# Solution key: Uehling shift of s levels from H to Sn⁴⁹⁺

**Conventions.** $\hbar=c=1$, $\alpha=e^2/4\pi=1/137.036$, electron rest energy $m=510\,998.95$ eV, and $x\equiv Z\alpha$. The nucleus is a point charge of infinite mass. Shifts are first-order expectation values, written

$$\Delta E(ns)=\frac{\alpha}{\pi}\,\frac{x^4 m}{n^3}\,F,\qquad \frac{\alpha}{\pi}m=1186.96\ \text{eV}.$$

The starting point is the one-loop vacuum-polarisation potential of Uehling (1935),

$$U(r)=-\frac{x}{r}\,\frac{2\alpha}{3\pi}\int_1^\infty dt\;w(t)\,e^{-2mrt},\qquad w(t)=\Big(1+\frac{1}{2t^2}\Big)\frac{\sqrt{t^2-1}}{t^2}.$$

## (a) Moments of the weight function

Every step below needs $I(p)=\int_1^\infty w(t)\,t^{-p}\,dt$. With $u=1/t$,

$$I(p)=\int_0^1 u^{p-1}\Big(1+\frac{u^2}{2}\Big)\sqrt{1-u^2}\,du=\frac34\,\frac{p+2}{p+3}\,B\!\Big(\frac p2,\frac32\Big),$$

where $B$ is the Euler beta function. Hence $I(2)=2/5$, $I(3)=5\pi/64$ and $I(4)=6/35$.

## (b) Contact term

$U$ is a superposition of Yukawa potentials with ranges $1/(2mt)\le 1/(2m)$. The orbit radius is of order $1/(xm)$, so for $x\ll1$ the electron density is nearly constant across $U$, and only the volume integral of $U$ matters. Since $\int d^3r\,e^{-2mrt}/r=\pi/(mt)^2$,

$$\int U\,d^3r=-\frac{2\alpha x}{3m^2}I(2)=-\frac{4\alpha}{15}\frac{Z\alpha}{m^2},\qquad U\to-\frac{4\alpha}{15}\frac{Z\alpha}{m^2}\,\delta^3(\mathbf r).$$

With $|\psi_{ns}(0)|^2=(xm)^3/(\pi n^3)$ this gives $F_1=-4/15$. The sign is attractive: inside the polarisation cloud the electron sees a larger charge than the renormalised one.

## (c) Cusp correction

For $l=0$ the function $\chi=r\psi$ obeys $\chi''=(-2mx/r-2mE)\chi$. Inserting $\chi\propto r(1+ar+\dots)$ and matching the $r^0$ terms gives $2a=-2mx$. The energy does not enter, so for every $n$

$$|\psi_{ns}(r)|^2=|\psi_{ns}(0)|^2\,(1-2xmr+\dots).$$

The linear term needs $\int d^3r\,e^{-2mrt}=\pi/(mt)^3$ and contributes

$$|\psi_{ns}(0)|^2\,\frac{2\alpha x}{3\pi}\,2xm\,\frac{\pi}{m^3}\,I(3)=\frac{\alpha}{\pi}\frac{x^4m}{n^3}\cdot\frac43\cdot\frac{5\pi}{64}\,x .$$

Therefore

$$\boxed{\Delta E(ns)=\frac{\alpha}{\pi}\frac{(Z\alpha)^4mc^2}{n^3}\Big[-\frac{4}{15}+\frac{5\pi}{48}Z\alpha+\dots\Big]}$$

The bracket is called $F_2$. The correction is positive because the density falls away from the nucleus, so the contact term overcounts the attraction. Its size relative to the contact term is $(25\pi/64)\,x$.

## (d) What the dots contain for 1s

The Dirac 1s radial probability density is $\frac{(2xm)^{2\gamma+1}}{\Gamma(2\gamma+1)}\,r^{2\gamma}e^{-2xmr}$ with $\gamma=\sqrt{1-x^2}$. It gives $\langle e^{-2mrt}/r\rangle=(xm/\gamma)\,[x/(t+x)]^{2\gamma}$, so the exact first-order value in this model is

$$F_D=-\frac{2}{3\gamma}\,x^{2\gamma-2}\int_1^\infty\frac{w(t)\,dt}{(t+x)^{2\gamma}} .$$

Expand $(t+x)^{-2\gamma}$ in $x/t$, which converges for $x<1$, and use $2\gamma=2-x^2+\dots$. Because $\gamma-1$ is of order $x^2$, the orders $x^0$ and $x^1$ reproduce $F_2$; this justifies the Schrödinger cusp in (c). At order $x^2$ there are four pieces, with $L=\ln x^{-2}$:

- $x^{2\gamma-2}=1+\tfrac12x^2L$ gives $-\tfrac{2}{15}L$;
- $1/\gamma=1+\tfrac12x^2$ gives $-\tfrac{2}{15}$;
- $I(2-x^2)$ with $I'(2)/I(2)=\ln2-\tfrac{77}{60}$ gives $\tfrac{4}{15}\ln2-\tfrac{77}{225}$;
- the binomial term $3x^2t^{-4}$ gives $-2I(4)=-\tfrac{12}{35}$, the only piece that survives for the Schrödinger function.

$$F_3=F_2+x^2\Big[-\frac{2}{15}L+G\Big],\qquad G=\frac{4}{15}\ln2-\frac{1289}{1575}=-0.6336 .$$

This constant $G$ belongs to 1s only.

## (e) The 1s level of Li²⁺

Here $x=0.021892$, and the prefactor $(\alpha/\pi)x^4m$ is $0.2726$ meV, or $65.923$ GHz.

- Contact term: $F_1=-0.26667$, $\Delta E/h=-17.579$ GHz.
- Cusp term: $0.00716$ in $F$, or $0.472$ GHz, which is $2.7\,\%$ of the contact term.
- Two-term result: $F_2=-0.25950$, $\Delta E/h=-17.107$ GHz. For 2s it is one eighth of this, $-2.138$ GHz.
- Order $x^2$: $L=7.643$, contribution $-0.00079$ in $F$, or $-0.052$ GHz.
- Dirac integral: $F_D=-0.26028$, $\Delta E/h=-17.158$ GHz.

The two-term formula thus supports about $-17.1$ GHz, and the further digits only serve the bookkeeping.

Other contributions to the same level must be sized against the cusp term $0.00716$. The following estimates are in the same units of $F$ and rest on quoted leading coefficients and approximate inputs.

- Two-loop vacuum polarisation, $-\tfrac{82}{81}\,\alpha/\pi=-0.00235$, is about a third of the cusp term.
- The nuclear-size shift of the Coulomb level is $\tfrac23x^4m(mR)^2$. With an approximate ⁷Li charge radius $R\approx2.44$ fm and $1/m=386.16$ fm it equals $0.0115$, more than the cusp term.
- The self-energy, $\tfrac43(L-\ln k_0)+\tfrac{10}{9}$ with the approximate Bethe logarithm $\ln k_0\approx2.984$, is about $7.3$ and dominates the Lamb shift.
- The reduced mass $\mu$ scales the contact term by $(\mu/m)^3$. For a nuclear mass $M\approx7.014$ u, $m/M=7.82\times10^{-5}$ and $F$ rises by $6.3\times10^{-5}$.
- The Wichmann–Kroll term, $(19/45-\pi^2/27)\,x^2$, is $2.7\times10^{-5}$.

The Uehling shift is therefore one entry in a sum and is not separately observable.

## (f) Comparison along the hydrogen-like sequence

Beside H and Li²⁺, the ions chosen are the one-electron ions of the group-14 elements Si, Ge and Sn. The only input that changes is $Z$. Errors are $100\,(F_k/F_D-1)$, taken against the exact integral of (d). The energies are the point-nucleus model's 1s values from $F_D$.

| Ion | $x$ | $F_2$ | $F_3$ | $F_D$ | error $F_1$ (%) | error $F_2$ (%) | $\Delta E$ (eV) |
|---|---|---|---|---|---|---|---|
| H | 0.0073 | −0.2643 | −0.2644 | −0.2644 | 0.9 | −0.04 | $-8.90\times10^{-7}$ |
| Li²⁺ | 0.0219 | −0.2595 | −0.2603 | −0.2603 | 2.5 | −0.3 | $-7.10\times10^{-5}$ |
| Si¹³⁺ | 0.1022 | −0.2332 | −0.2462 | −0.2452 | 8.8 | −4.9 | $-3.17\times10^{-2}$ |
| Ge³¹⁺ | 0.2335 | −0.1902 | −0.2459 | −0.2389 | 11.6 | −20.4 | $-0.843$ |
| Sn⁴⁹⁺ | 0.3649 | −0.1473 | −0.2674 | −0.2513 | 6.1 | −41.4 | $-5.29$ |

**The energy follows $Z^4$.** One power of $Z$ comes from the strength of $U$ and three come from the density at the nucleus. Across the table $F_D$ stays within 12 per cent of $-4/15$, while $Z^4$ grows by $6.25\times10^{6}$.

**The cusp term governs the light ions.** The expansion parameter is the ratio of the range of $U$, of order $1/m$, to the decay length $1/(xm)$ of the density, and this ratio is $x$. As $Z$ rises the density drops more steeply across the polarisation cloud, so $|F|$ first falls linearly. For H and Li²⁺ the cusp term removes most of the error of the contact term.

**Relativistic contraction opposes it.** The Dirac density carries the extra factor $r^{2\gamma-2}$. Between the orbit radius and the Compton length this factor grows by $x^{2\gamma-2}>1$, which is the origin of the logarithm, and it strengthens the attraction. The curvature term $-12/35$ acts in the same direction, since the straight line $1-2xmr$ lies below the exponential. The magnitude of the $x^2$ term relative to the cusp term is $x\,(\tfrac{2}{15}L-G)/(5\pi/48)$. It equals 0.04, 0.11, 0.39, 0.73 and 1.01 from H to Sn⁴⁹⁺. The logarithm makes it larger than a count of powers of $x$ suggests, most of all at small $Z$.

**Consequences.** $F_2$ rises without turning, whereas $|F_D|$ passes through a minimum between Si and Sn. The contact term and $F_2$ bracket $F_D$ for every ion in the table. The bare contact term lies closer once $F_2-F_D$ exceeds half the cusp term, which happens between Si and Ge. Its small error at Sn comes from the near cancellation of the $x$ and $x^2$ terms and does not mean that the delta-function picture holds there. $F_3$ is good to four decimals for H and Li²⁺, but it overshoots $|F_D|$ by $0.4\,\%$ at Si, $2.9\,\%$ at Ge and $6.4\,\%$ at Sn, so from Ge upward the integral should replace the series.

**Limits at the heavy end.** The point nucleus requires $mR\ll1$. For Sn a typical radius $R\approx4.65$ fm gives $mR=0.012$, and the resulting smearing of $U$ and of the density is not included. The leading Wichmann–Kroll term grows as $x^2$ and reaches $0.0075$ at Sn, with the sign opposite to $F_D$ and $3.0\,\%$ of its size. The model's $-5.29$ eV for Sn⁴⁹⁺ is thus the Uehling part alone, and the full one-loop vacuum polarisation is slightly less attractive.